## A row that seems to answer too strongly

The most stretched cell, in the last row, looks wrong. Its pressure is −7.69 GPa, a uniform pull, while the most squeezed cell in the first row is pushed with 10.64 GPa. Yet the weaker pull moves the gap away from its equilibrium value by 0.089 eV, practically as far as the stronger push does. Judged by pressure, the last row overreacts.

Wurtzite ZnO (P6_3mc, 4 atoms per cell) at five volumes, cell shape and atoms free to relax at each (the ratio c/a stayed at 1.611, so the cells are in practice uniformly scaled), calculated with Ansatz 0.2.0 (plane-wave PAW, scalar-relativistic, r2SCAN, no spin polarisation, cutoff 500 eV, Gamma-centred 12×12×6 k mesh, Gaussian smearing 0.02 eV). Energies count from the minimum of a third-order Birch-Murnaghan fit; positive pressure means compression.

```tsv
volume per atom (Å³/atom)	energy over minimum (meV/atom)	pressure (GPa)	band gap on mesh (eV)
11.101	22.2	10.64	1.328
11.455	5.3	4.89	1.283
11.809	0.0	0.00	1.238
12.164	4.7	-4.16	1.193
12.518	17.9	-7.69	1.149
```

The volumes remove the suspicion. The first and the last cell lie equally far from equilibrium, 6 % below and 6 % above it, and each equal step in volume lowers the gap by 0.044 or 0.045 eV. The gap behaves regularly, and so does the row. What needs explaining is why the gap falls on stretching at all, and why pressure is such an uneven ruler for it.

## Why closer atoms mean a wider gap

The gap separates two kinds of electron state that respond differently to the bond length. In wurtzite ZnO the lowest empty state is built mainly from the 4s orbitals of zinc, mixed with s orbitals of oxygen in an antibonding way: the wave changes sign between the two atoms. Such a state rises in energy when the atoms approach and their orbitals overlap more. The highest filled state consists mostly of oxygen 2p orbitals. The two lobes of a p orbital have opposite signs, so its overlaps with the surrounding zinc 4s orbitals nearly cancel in this state. Through these overlaps, shorter bonds are therefore expected to move it much less. Squeezing then widens the gap, and stretching narrows it.

A second effect works against the first. The filled 3d shell of zinc lies below the oxygen 2p states and pushes them upward, and this push also strengthens as the atoms approach. It lifts the top of the filled states and takes back part of the widening. The overlap between the 2p orbitals of neighbouring oxygen atoms is expected to act in the same direction. This orbital picture is standard theory for ZnO; the table confirms only the net direction.

The picture can be carried over to a related compound with fourfold-bonded atoms, provided its lowest empty state is of the same s-like antibonding kind and its highest filled state again consists mostly of p orbitals of the nonmetal. Its direct gap should then widen under pressure. If either state has another character, the argument has to be made afresh.

## From pressure to gap in two steps

Pressure doesn't act on the gap directly. It first changes the volume, by an amount that depends on how stiff the crystal is. The new volume then sets the bond lengths, and these set the gap.

Each step has its own coefficient. The bulk modulus B is the pressure needed per relative change of volume, so a large B means a stiff crystal. The deformation potential D is the change of the gap per relative change of volume; it is negative here because the gap falls as the volume grows. Dividing one by the other gives the response to pressure:

change of gap per unit of pressure = −D / B

If D stays nearly constant while B falls on stretching, each further GPa of pull moves the gap more than the one before. The last row would then look too sensitive without being irregular.

## The last row estimated in two ways

The gap of the suspicious row can be estimated from the three middle rows, given only that row's volume or pressure. The first way assumes that the gap follows the volume in a straight line:

- From the second to the fourth row the volume grows by 12.164 − 11.455 = 0.709 Å³ per atom, and the gap changes by 1.193 − 1.283 = −0.090 eV.
- From equilibrium to the last row the volume grows by the same amount, 12.518 − 11.809 = 0.709 Å³ per atom.
- The estimate is therefore 1.238 − 0.090 = 1.148 eV. The calculation gives 1.149 eV.

The second way assumes a straight line in pressure:

- Between the same two rows the pressure changes by 4.89 + 4.16 = 9.05 GPa, which makes 0.090 eV / 9.05 GPa = 9.9 meV per GPa.
- A pull of 7.69 GPa should then lower the gap by 0.076 eV, to 1.162 eV.

The second estimate is 0.013 eV too high, which is about 15 % of the shift it was meant to predict. The first is right to about 0.001 eV. Neither used the gap of the last row, so the comparison is a fair, if small, test of which variable the gap follows more simply.

Straight lines fitted to all five rows agree with this. The line in volume misses the gaps by 0.3 meV (root mean square), the line in pressure by 6 meV. The output below the text lists both fits and the values for each interval.

## Why the stretched crystal is softer

The stiffness does change a great deal. Between the two most squeezed cells the bulk modulus is 183 GPa, and between the two most stretched ones it is 123 GPa. The usual explanation lies in the forces between the atoms. The repulsion of overlapping electron shells grows steeply at short distance, while the attraction varies more gently, so a squeezed crystal resists further squeezing more than a stretched one resists further stretching.

The same asymmetry appears in the column "energy over minimum". If the energy were a plain parabola in volume, with the stiffness found at equilibrium, a 6 % change of volume would cost 20.0 meV per atom in either direction. The calculation gives 22.2 meV for squeezing and 17.9 meV for stretching. The hard side costs more and the soft side less, by about the same amount.

Energy and pressure can be checked against each other, because the work done against the pressure must equal the energy stored. Adding up that work along the scan gives 22.3 meV for squeezing and 17.9 meV for stretching, with no adjustable constant. The softening is therefore present in both columns and isn't a quirk of the pressures. Since both come from the same calculation, this shows that they are consistent, not that they match a real crystal.

## How much of the bend is softening

The response of the gap grows from 7.9 meV per GPa in the first interval to 12.5 in the last, a factor of 1.59. Softening alone supplies a factor of 1.49. The deformation potential supplies the remaining 1.07. Most of what made the last row look wrong is thus a matter of mechanics, and only a small part comes from the way the gap depends on volume.

This gives a rule for handling such data. As long as the same two states bound the gap, it should be interpolated in volume, and a pressure should first be turned into a volume with an equation of state, which lets the stiffness change along the way. A single coefficient per GPa is safe only close to the pressure at which it was determined. In the two squeezed cells the outputs place both band edges at the zone centre, which lies on the mesh. How straight the line in volume turns out has to be checked for each compound.

The rule concerns the shape of the curve, not its absolute size. The measured gap of ZnO and its measured response to pressure are both much larger than the computed ones. Zero-point motion, which is left out, would lower the gap further and can't close the distance. Density functionals of this type are known to give gaps that are too small, and in ZnO they place the zinc 3d states too high, which exaggerates their upward push on the oxygen states.

The first row needs care for another reason. Under sufficient pressure real ZnO changes to the rocksalt structure, whereas the calculation keeps the wurtzite symmetry at every volume. The value at 10.64 GPa therefore describes compressed wurtzite, not necessarily the phase that a press would produce.

## What the small remainder hints at

On stretching, the deformation potential grows in size by 7 %. This fits the nearly straight line in volume: an equal step is a smaller fraction of a larger cell, so an exactly straight line would give a growth of about 9 %. The direction is informative all the same. In a common simple model the coupling between neighbouring orbitals falls with the inverse square of their distance. If the gap were a constant plus one such term, the deformation potential should shrink by about 6 % between the first and the last interval. It grows instead, so that single law can't be the whole account.

Measured against that law, the widening is held back more and more as the crystal is squeezed. Another power of the distance wouldn't help, because any single term that widens the gap on squeezing and falls off as a power of the distance makes the deformation potential shrink on stretching. In this picture a second influence has to work against the widening and grow more steeply as the atoms approach. The push from the zinc 3d shell is a plausible candidate, because d orbitals are compact and their overlap with neighbours changes steeply with distance. This remains a guess, since the runs give no positions for the 3d states. If it is right, the functional should exaggerate the effect, because it places these states too high. The overlap between the 2p orbitals of neighbouring oxygen atoms is another candidate: it too should lift the filled edge on squeezing and fall off steeply with distance. The remainder is also small enough to feel the relaxation. In the most squeezed cell the stress was left at 10.67 GPa in the plane and 10.56 GPa along c, so a tighter relaxation of the shape could change its size somewhat.

The energies of the two band edges don't settle the matter either. From the first to the last row the filled edge drops by 1.8 eV and the empty edge by 2.0 eV, but the zero of energy itself shifts with the volume. Only the difference between the two edges has a meaning here. How much of the gap's change belongs to each edge stays open until the levels at different volumes are placed on a common scale. How much the 3d shell takes back would need an analysis of the 3d states as well.

Output of the analysis:

```
Each interval from the row before to this row:
     row  bulk modulus GPa  deformation potential eV  gap change meV per GPa
  11.455             183.2                    -1.442                   7.872
  11.809             160.7                    -1.475                   9.179
  12.164             140.5                    -1.505                   10.71
  12.518             123.1                    -1.542                   12.53
Gap change from smallest to largest volume, eV: -0.179
Factor by which gap change per GPa grows, first to last interval: 1.592
Factor from softening alone: 1.489
Factor from deformation potential alone: 1.07
Factor of deformation potential expected from inverse-square bond law: 0.9417
Bulk modulus from stresses on both sides of equilibrium, GPa: 150.7
Gap change per GPa around equilibrium, meV per GPa: 9.884
Work of 6 % compression from stresses, meV per atom: 22.26
Work of 6 % expansion from stresses, meV per atom: 17.93
Energy of 6 % change either way at constant stiffness, meV per atom: 20.02
Raw valence edge, change from first to last row, eV: -1.836
Raw conduction edge, change from first to last row, eV: -2.015
fit of gapf on 5 rows: constant 1.238 +/- 0.00017, coefficient of x -1.491 +/- 0.0041; rms 0.000299, worst 11.809 0.000381, leave-one-out rms 0.000613
fit of gapf on 5 rows: constant 1.231 +/- 0.0033, coefficient of pressure 0.009702 +/- 0.00051; rms 0.00575, worst 12.518 0.00739, leave-one-out rms 0.0121
```
